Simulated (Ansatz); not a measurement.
# CuO₃: pressure and energy above lowest point against volume per atom

Results calculated with Ansatz 0.2.0 development build, not measured. Equation of state of a cubic crystal from periodic Kohn-Sham density functional theory without spin; pressure corrected for the finite basis.

Cell of the first row (space group Pm-3m, No. 221):
```
CuO3
1.0
      3.6564     0.0000     0.0000
      0.0000     3.6564     0.0000
      0.0000     0.0000     3.6564
Cu O
1 3
Direct
  0.00000 0.00000 0.00000
  0.50000 0.00000 0.00000
  0.00000 0.50000 0.00000
  0.00000 0.00000 0.50000
```

Settings of every row: formula CuO3; structure type ReO3; functional PBE; spin treatment none; k mesh 29x29x29; occupation method fermi-dirac; occupation width 0.061225619 eV; wave cutoff 420 eV; datasets soft-1 PAW; density cutoff ratio 4.

Limits: a cubic model structure, not a phase known at ambient conditions; no spin polarisation, a magnetic state may lie lower.

```csv
row,volume per atom (Å³),pressure (GPa),energy above lowest point (meV/atom)
1,12.221,7.69,18.02
2,12.481,?,?
3,12.741,2.376,2.01
4,13.001,0.142,0
5,13.261,-1.848,1.41
6,13.521,-3.623,5.88
7,13.781,-5.202,13.06
```

Question: what pressure and energy above lowest point should row 2 give?

Worked fit of pressure. Take u = (V_r/V)^(2/3) − 1 with V_r = 13.131 Å³ an atom, which is twice the finite (Eulerian) strain; such expansions in the strain, on which the Birch-Murnaghan equation of state is built, carry the rest volume and the bulk modulus. The shown rows have u = 0.04904, 0.0203, 0.00666, -0.00655, -0.01932, -0.0317. Least squares give pressure = −0.8819 + 150.761 × u + 469.76 × u² + 414.4 × u³ GPa; a parabola predicts inner rows, each left out in turn, worse (root mean square 0.0084 against 0.0019 GPa). The rows lie off it by 0.000, 0.000, -0.001, 0.001, -0.001, 0.000. The pressure vanishes at u = 0.0057, or V = 13.02 Å³ an atom, and there the bulk modulus at fixed shape and fractions is B = −V dP/dV = (2/3)(1 + u) dP/du = 105 GPa. The withheld row has u = 0.03442, so the fit gives −0.8819 + 150.761 × (0.03442) + 469.76 × (0.03442)² + 414.4 × (0.03442)³ = 4.881 GPa.

The calculation gave 4.88 GPa. The fit lies 0.001 GPa (0.0078 % of the column's range) above it, one unit of the last digit.

Worked fit of energy above lowest point. Take u = (V_r/V)^(2/3) − 1 with V_r = 13.131 Å³ an atom, which is twice the finite (Eulerian) strain; such expansions in the strain, on which the Birch-Murnaghan equation of state is built, carry the rest volume and the bulk modulus. The shown rows have u = 0.04904, 0.0203, 0.00666, -0.00655, -0.01932, -0.0317. Least squares give energy above lowest point = 0.303 − 108.22 × u + 9396.9 × u² + 3610 × u³ meV/atom; a parabola predicts inner rows, each left out in turn, worse (root mean square 0.071 against 0.0064 meV/atom). All shown rows lie on it to the printed digit. Its lowest point lies at u = 0.0057, or V = 13.02 Å³ an atom, and the curvature there gives the bulk modulus at fixed shape and fractions, B = (4/9)(1 + u)² E″(u)/V = 105 GPa. The withheld row has u = 0.03442, so the fit gives 0.303 − 108.22 × (0.03442) + 9396.9 × (0.03442)² + 3610 × (0.03442)³ = 7.86 meV/atom.

The calculation gave 7.87 meV/atom. The fit lies 0.01 meV/atom (0.055 % of the column's range) below it, one unit of the last digit.
